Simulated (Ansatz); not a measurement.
# Ligand exchange: Cd(CH3)Br + SiH2(SiH3)F → Cd(CH3)F + SiH2(SiH3)Br

Species: Cd(CH3)Br, singlet; SiH2(SiH3)F, singlet; Cd(CH3)F, singlet; SiH2(SiH3)Br, singlet. The partners trade Br for F: Cd–Br and Si–F bonds give way to Cd–F and Si–Br.

Shapes, held fixed at every level: PBE0-D4/def2-TZVP. Programs: Ansatz 0.2.0. The zero-point and thermal change to 298 K, harmonic and unscaled (PBE0-D4/def2-TZVP), is -1.5 kJ/mol.

Task: Estimate ΔH(298 K) of this reaction.

Result: The highest level, CCSD(T)/def2-TZVPP, gives ΔH(298 K) = +130.8 kJ/mol; the levels span +109.9 to +147.2. The column of differences is taken from that level and isn't an error. No measured value is set beside it here. For atoms past krypton def2 sets carry core potentials with scalar relativity. Relativity is left out for Br unless named. Correlated rows may include outer-core shells of Br, Cd, which these sets cover unevenly.

```csv
level,kind,ΔH(298 K) (kJ/mol),less CCSD(T)/def2-TZVPP
HF/def2-SVP,Hartree–Fock,+147.2,+16.4
PBE-D4/def2-TZVPP,GGA,+109.9,-20.9
r2SCAN-D4/def2-TZVPP,meta-GGA,+122.1,-8.7
MP2/def2-SVP,perturbation theory,+130.8,0.0
CCSD(T)/def2-SVP,coupled cluster or CI,+128.1,-2.7
CCSD/def2-SVP,coupled cluster or CI,+130.4,-0.4
CCSD(T)/def2-TZVPP,coupled cluster or CI,+130.8,0.0
```

The exchange is strongly endothermic at every level, so enthalpy favours fluorine on silicon and bromine on cadmium. Fluorine generally forms the stronger bond to either element, but the preference is much larger for silicon. The Si–F bond is short and highly polar, and probably gains further from fluorine lone-pair donation into σ* orbitals on silicon. Replacing it with the longer, less polar Si–Br bond costs more than cadmium, a larger and softer centre, recovers by exchanging bromide for fluoride.

In the def2-SVP basis, correlation lowers the enthalpy from +147.2 kJ/mol with Hartree–Fock to +128.1 with CCSD(T), which changes the size of the preference but not its direction. The exact match between MP2/def2-SVP and the highest level is partly fortuitous, since enlarging the basis shifts the CCSD(T) value itself. The result applies to isolated molecules; in condensed phases, fluoride bridging between cadmium centres could stabilise the product side and reduce the enthalpic cost.
